## The composition question

Whoever makes GaReSi as a semiconductor must decide how closely to hold the ratio of gallium to silicon. Gallium brings three valence electrons and silicon four, so each atom of one on a site of the other changes the electron count by one. What that does to the material depends on how many electron states lie just below and just above the Fermi level, the energy that separates filled from empty states.

Kohn-Sham density of states of GaReSi (P4/nmm, 6 atoms per cell, a = 3.210 Å, c = 8.115 Å) from Ansatz 0.2.0: LDA, plane-wave PAW, scalar-relativistic, no spin polarisation, cutoff 420 eV, k mesh 12×12×6, for the states 18×18×9. Tetrahedron method, averaged over 0.2 eV bins, every second bin listed; energies from the Fermi level, shell parts by Löwdin projection summed over sites.

```csv
energy (eV),density of states total (states/eV/cell),DOS Re 5d (states/eV/cell),DOS Si 3p (states/eV/cell),DOS Ga 4p (states/eV/cell),DOS Ga 4s (states/eV/cell),DOS Si 3s (states/eV/cell)
-7.95,1.37,0.29,0.18,0.27,0.26,0.30
-7.55,1.10,0.26,0.16,0.23,0.27,0.13
-7.15,1.65,0.42,0.47,0.22,0.39,0.05
-6.75,2.23,0.67,0.82,0.21,0.33,0.10
-6.35,1.15,0.34,0.33,0.19,0.10,0.10
-5.95,2.06,0.6,0.64,0.38,0.15,0.12
-5.55,2.03,0.64,0.63,0.38,0.14,0.09
-5.15,1.77,0.62,0.47,0.34,0.09,0.10
-4.75,1.86,0.71,0.4,0.44,0.08,0.08
-4.35,2.56,1.05,0.55,0.48,0.16,0.15
-3.95,3.41,1.65,0.73,0.46,0.16,0.16
-3.55,4.46,2.89,0.64,0.46,0.12,0.13
-3.15,4.27,2.47,0.95,0.42,0.09,0.15
-2.75,6.54,4.26,1.41,0.50,0.10,0.06
-2.35,6.66,4.21,1.05,0.84,0.26,0.05
-1.95,3.91,2.33,0.47,0.70,0.19,0.06
-1.55,2.90,1.49,0.36,0.70,0.14,0.07
-1.15,5.10,3.26,0.47,0.90,0.19,0.09
-0.75,2.31,1.96,0.1,0.16,0.01,0.01
-0.35,0.31,0.29,0.01,0.01,0,0
0.05,0.05,0.03,0,0.01,0,0
0.45,1.18,0.64,0.14,0.23,0.09,0.05
0.85,1.95,1.12,0.21,0.27,0.18,0.09
1.25,3.01,1.91,0.28,0.31,0.25,0.13
1.65,4.52,2.86,0.46,0.46,0.37,0.18
2.05,1.96,0.86,0.26,0.32,0.21,0.16
2.45,3.09,1.16,0.43,0.47,0.35,0.48
2.85,4.04,1.26,0.66,0.46,0.42,0.49
3.25,3.05,0.86,0.48,0.44,0.22,0.21
3.65,3.74,1.05,0.64,0.61,0.26,0.29
4.05,4.08,0.98,0.84,0.72,0.30,0.36
4.45,2.73,0.53,0.65,0.57,0.17,0.19
4.85,2.97,0.5,0.69,0.62,0.16,0.17
5.25,2.70,0.42,0.63,0.58,0.15,0.16
5.65,2.94,0.43,0.79,0.64,0.15,0.19
```

The total density of states counts states of both spins per eV and cell. The other columns give the parts of it that belong to single atomic shells; "DOS Re 5d", for example, is the part in the 5d orbitals of rhenium. Energies are counted from the Fermi level.

## A gap inside the rhenium d shell

The total density rises to 6.66 at -2.35 eV, almost vanishes at the Fermi level, and climbs again to 4.52 at 1.65 eV. In an oxide such as TiO₂ a gap of this kind separates filled oxygen p bands from empty metal d bands. Here Re 5d leads on both sides: it holds 85 % of the states at -0.75 eV and 54 % at 0.45 eV. The gap therefore divides the rhenium d shell itself.

Covalent bonding explains such a division. Where a Re 5d orbital overlaps with s and p orbitals of Ga and Si, the two mix into a bonding state at lower energy and an antibonding state at higher energy. A d orbital that hardly overlaps with Ga and Si stays in between, though overlap with other Re atoms can still move it up or down.

The orbital shares follow this order. Ga and Si s and p orbitals hold 32 % of the states at -1.15 eV, only 12 % at -0.75 eV, and 43 % at 0.45 eV, beyond the gap. The top of the filled bands is thus nearly pure rhenium, with mixed states below and above it. The shares show the mixing; that the lower states are bonding and the upper ones antibonding is argued from theory, because a share carries no sign.

## Why the electrons stop at the gap

A counting rule for compounds of this family, the 18−n rule, says where the filling should end. A rhenium atom has nine valence orbitals (five d, one s and three p), which 18 electrons would fill. In this structure each Re has four Re neighbours in a square net, one lattice edge away. An electron pair shared with a neighbour counts for both atoms, so each of the four pairs saves one electron per atom, and 14 are enough.

The compound supplies exactly that number: three from Ga, four from Si and seven from Re. The calculation does place the gap at this filling, 28 electrons for the two Re atoms of the cell. The picture of shared pairs is the accepted reading of the rule, and the orbital shares alone do not test it.

## A broad valley with a narrow gap

The density is low over roughly 1 eV, yet the gap is only 0.14 eV wide. At each sampled wave vector, the label of an electron wave in the crystal, the highest filled and lowest empty states are at least 0.82 eV apart. But the filled band peaks at one wave vector and the empty band dips at another, so the two edges nearly meet in energy. Only a small part of all wave vectors supplies states inside the valley.

This also explains the row at 0.05 eV, whose density of 0.05 might suggest a poor metal. Its bin is 0.2 eV wide and reaches past the edge of the empty bands at 0.07 eV. At the Fermi level itself the density is zero.

## The uneven rows

Away from the gap the curve has bumps and dips, because bands that change little with wave vector crowd many states into a small energy range. Near the gap these bands are mostly rhenium. Re 5d supplies 80 % of the rise from the dip at -1.55 eV to the peak at -1.15 eV, and 78 % of the fall from 1.65 to 2.05 eV.

The bump at -6.75 eV has a different make-up: Si 3p is its largest part. Silicon holds its p electrons more tightly than gallium does, so its bonding states should lie deeper. Summed over the rows below -2.5 eV, Ga 4p has only 0.6 times the weight of Si 3p; in the filled rows above that energy it has 1.3 times.

Far above the gap the d shell runs out. The Re 5d share falls steadily from 63 % at 1.65 eV to 15 % at 5.65 eV, where the p states of Ga and Si lead.

## What a slip in composition does

Keep the bands fixed and change only the number of electrons. Suppose a fraction $x$ of the silicon is replaced by gallium. The cell has two Si atoms, so it loses $2x$ electrons. The row at -0.35 eV stands for a step of 0.4 eV and holds

$$0.31 \times 0.4 \approx 0.12$$

electrons. Setting $2x = 0.12$ gives $x = 0.06$: replacing some 6 % of the silicon moves the Fermi level down by about half an eV, out of the gap and into the filled bands.

After that the level moves slowly, since the next row holds $2.31 \times 0.4 \approx 0.92$ electrons. Excess silicon acts in the other direction and meets a denser band sooner, as the row at 0.45 eV already holds $1.18 \times 0.4 \approx 0.47$. At some 6 %, an excess of gallium therefore shifts the level further than an equal excess of silicon; for much smaller excesses the rows are too coarse to tell. For the process, either error should make a metal-like conductor if the surplus atoms take the other element's sites instead of forming a second phase. The ratio then has to be held much closer than a few per cent.

The same count gives a first guess for a related compound whose metal has one electron fewer, such as tungsten. Two electrons per cell would be lost, and the level would fall into the peak near -1.15 eV.

## How far to trust it

Summing rows in this way gives 12.2 filled Re 5d electrons per cell, against 12.65 from the direct population analysis, a shortfall of 4 %. This closeness does not measure the error of the sum, because the population also counts states below the first row, and every second bin is missing from the table. An estimate that rests on one or two rows is rough. Fixed bands also ignore that a swapped atom shifts levels and disturbs the crystal order, which was not tested here.

The width of the gap is the least certain result. Spin-orbit coupling, left out here, can shift Re 5d levels by a few tenths of an eV, more than the gap itself, while LDA usually makes gaps too small and ran here on PAW datasets made for another functional, PBE. The cell is also larger than LDA would choose, and adding wave vectors between the sampled ones could only narrow the gap. The valley and its rhenium character are much safer ground than the 0.14 eV. The printed output after this text lists the sums and shares, taken from the rows, and the population and band edges, taken from further outputs of the same run.

The analysis program printed:

```
Valence electrons per cell by counting: 28
Electrons per cell in the filled rows, rough integral: 23.06
Electrons per cell left for energies below the window, rough: 4.94
Re 5d electrons per cell in the filled rows, rough integral: 12.16
Re 5d electrons per cell by Loewdin population: 12.65
Re 5d states per cell in the empty rows, rough integral: 5.844
Part of the Si 3s population inside the window, percent: 34.13
Part of the Ga 4s population inside the window, percent: 59.89
Valence edge from the Fermi level, eV: -0.06815
Conduction edge from the Fermi level, eV: 0.06788
Smallest direct gap less indirect gap, eV: 0.6857
Re 5d share at -7.95 eV, percent: 21.17
Re 5d share at -2.75 eV, percent: 65.14
Re 5d share at -1.15 eV, percent: 63.92
Re 5d share at -0.75 eV, percent: 84.85
Re 5d share at 0.45 eV, percent: 54.24
Re 5d share at 1.65 eV, percent: 63.27
Re 5d share at 5.65 eV, percent: 14.63
Ga and Si s and p share at -1.15 eV, percent: 32.35
Ga and Si s and p share at -0.75 eV, percent: 12.12
Ga and Si s and p share at 0.45 eV, percent: 43.22
Ga 4p over Si 3p, rows below -2.5 eV: 0.5943
Ga 4p over Si 3p, filled rows above -2.5 eV: 1.346
Re 5d part of the rise from -1.55 to -1.15 eV, percent: 80.45
Re 5d part of the fall from 1.65 to 2.05 eV, percent: 78.13
Si 3p part of the fall from -6.75 to -6.35 eV, percent: 45.37
Electrons per cell in the rows -0.75 and -0.35, rough: 1.048
Electrons per cell in the rows -1.15 to -0.35, rough: 3.088
States per cell in the rows 0.05 to 0.85, rough: 1.272
States per cell in the rows 0.05 to 1.25, rough: 2.476
```
